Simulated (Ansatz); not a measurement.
**From the elastic tensor of TaRu to moduli and sound speeds**

Method: Ansatz, DFT LDA, scalar-relativistic, plane waves, PAW. Plane waves to 420 eV; Γ-centred k mesh 14×14×12; Fermi-Dirac smearing of 0.15 eV. No spin polarisation.

It takes space group P4/mmm (No. 123, tetragonal). The conventional cell has a = 3.006 Å, b = 3.006 Å, c = 3.362 Å, α = 90.00°, β = 90.00°, γ = 90.00°. Ta (site symmetry 4/mmm) is surrounded by 8 Ru at 2.71 Å and 4 Ta at 3.01 Å. Ru (site symmetry 4/mmm) is surrounded by 8 Ta at 2.71 Å and 4 Ru at 3.01 Å.

In a metal, frequencies and elastic constants depend on the k mesh and the smearing, soft modes and shear constants most. Spin–orbit coupling is left out, which can shift energies with elements as heavy as these.

Relaxed-ion constants (GPa, on the Cartesian axes of the calculation):
```
411.4 214.0 235.6   0.0   0.0   0.0
214.0 411.4 235.6   0.0   0.0   0.0
235.6 235.6 381.5   0.0   0.0   0.0
  0.0   0.0   0.0  75.3   0.0   0.0
  0.0   0.0   0.0   0.0  75.3   0.0
  0.0   0.0   0.0   0.0   0.0  73.1
```

Density 15.417 g/cm³; 2 atoms in 30.38 Å³.

The values that follow are for a polycrystal of randomly turned grains, by Hill's mean where one number stands.

With S = C⁻¹: B_V = (C11+C22+C33+2(C12+C13+C23))/9, G_V = (C11+C22+C33−C12−C13−C23+3(C44+C55+C66))/15, 1/B_R = S11+S22+S33+2(S12+S13+S23), 15/G_R = 4(S11+S22+S33−S12−S13−S23)+3(S44+S55+S66); Hill is their mean. Then v_l = √((B+4G/3)/ρ), v_t = √(G/ρ), v_m = [(2/v_t³+1/v_l³)/3]^(−1/3) and Θ = (ħ/k_B)·v_m·(6π²n/V)^(1/3) for n atoms in the volume V; E = 9BG/(3B+G), ν = (3B−2G)/(2(3B+G)) and A^U = 5G_V/G_R + B_V/B_R − 6.

```
Bulk modulus, Voigt / Reuss / Hill          : 286.1 / 286.0 / 286.1 GPa
Shear modulus, Voigt / Reuss / Hill         : 79.4 / 78.3 / 78.8 GPa
Young's modulus                             : 217 GPa
Poisson ratio                               : 0.374
Pugh ratio B/G                              : 3.63 (over 1.75, the rule of thumb for ductile)
Universal anisotropy index                  : 0.06
Longitudinal and transverse sound speeds    : 5037 and 2261 m/s
Debye temperature from the mean sound speed : 307 K
```

Tetragonal TaRu strongly resists compression but yields much more readily to shear, with a bulk modulus of 286.1 GPa against a shear modulus of 78.8 GPa. Pooling the electrons of a group 5 and a group 8 metal fills the d band to near its middle, where bonding states are largely occupied and cohesion is strong. Shape changes at fixed volume cost less, and C12 and C13 far above C66 and C44 point to bonding not dominated by stiff angular forces. C33 lies below C11, probably because like atoms are further apart along the elongated c axis. The shear stiffnesses are nevertheless similar in different planes, hence the small universal anisotropy despite the tetragonal cell.

The tensor is positive definite, so this structure resists any small homogeneous strain. Yet tetragonal TaRu is known to transform to a lower-symmetry phase on cooling. The two are compatible if that transition is driven by atomic shuffles at finite wavevector, which an elastic tensor cannot reveal.
